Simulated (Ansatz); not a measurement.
## Isomers of C3H5F2

2 of its isomers, all doublets with charge 0: A = `C[C](F)CF`; B = `[CH2]CC(F)F`.

Shapes, held fixed at every level: PBE0-D4/def2-TZVP. Flexible molecules stand in one conformer, not always the lowest. Programs: Ansatz 0.2.0.

Electronic energies in kJ/mol, without zero-point or thermal terms.

```json
{"level": "PBE-D4/def2-TZVPP", "kind": "GGA", "B − A": "+1.4"}
{"level": "BHLYP-D4/def2-TZVPP", "kind": "global hybrid", "B − A": "-12.3"}
{"level": "r2SCAN0-D4/def2-TZVPP", "kind": "global hybrid", "B − A": "-13.5"}
{"level": "wB97X-V/def2-TZVPP", "kind": "range-separated hybrid", "B − A": "-7.7"}
{"level": "B2PLYP/def2-TZVPP", "kind": "double hybrid", "B − A": "-9.0"}
{"level": "MP2/def2-TZVPP", "kind": "perturbation theory", "B − A": "-19.7"}
{"level": "CCSD(T)/def2-SVP", "kind": "coupled cluster or CI", "B − A": "-22.9"}
{"level": "CCSD(T)/CBS estimate", "kind": "coupled cluster or CI", "B − A": "-14.9"}
```

The highest level, CCSD(T)/CBS estimate, puts B lowest of these. PBE-D4/def2-TZVPP (by under 2 kJ/mol) puts A lowest. The B − A difference spans -22.9 to +1.4 kJ/mol over the levels. Open shells run unrestricted. The CBS estimate extrapolates MP2 from def2-TZVPP and def2-QZVPP and adds CCSD(T) − MP2 in the triple-zeta set, cores frozen.

The coupled-cluster reference favours the primary radical B by 14.9 kJ/mol, although A has the more substituted radical centre. The likely reason is the placement of fluorine. In B both fluorines share one carbon, where each lone pair can donate into the neighbouring C–F σ* orbital, the familiar geminal or anomeric stabilisation. A gives this up, and hyperconjugation and fluorine lone-pair donation into the half-filled orbital apparently do not make up for it.

Every density functional, the double hybrid included, gives B a smaller advantage than the reference, and PBE removes it altogether, possibly because it overstabilises the more delocalised radical A. MP2 errs the other way. Coupled cluster in the small basis also exaggerates the preference, so a high-level correlation treatment does not by itself secure the magnitude. The electronic preference for B is well supported, but the PBE ordering is too close to a tie to count as real evidence for A. The total energies do not separate geminal stabilisation from radical stabilisation.
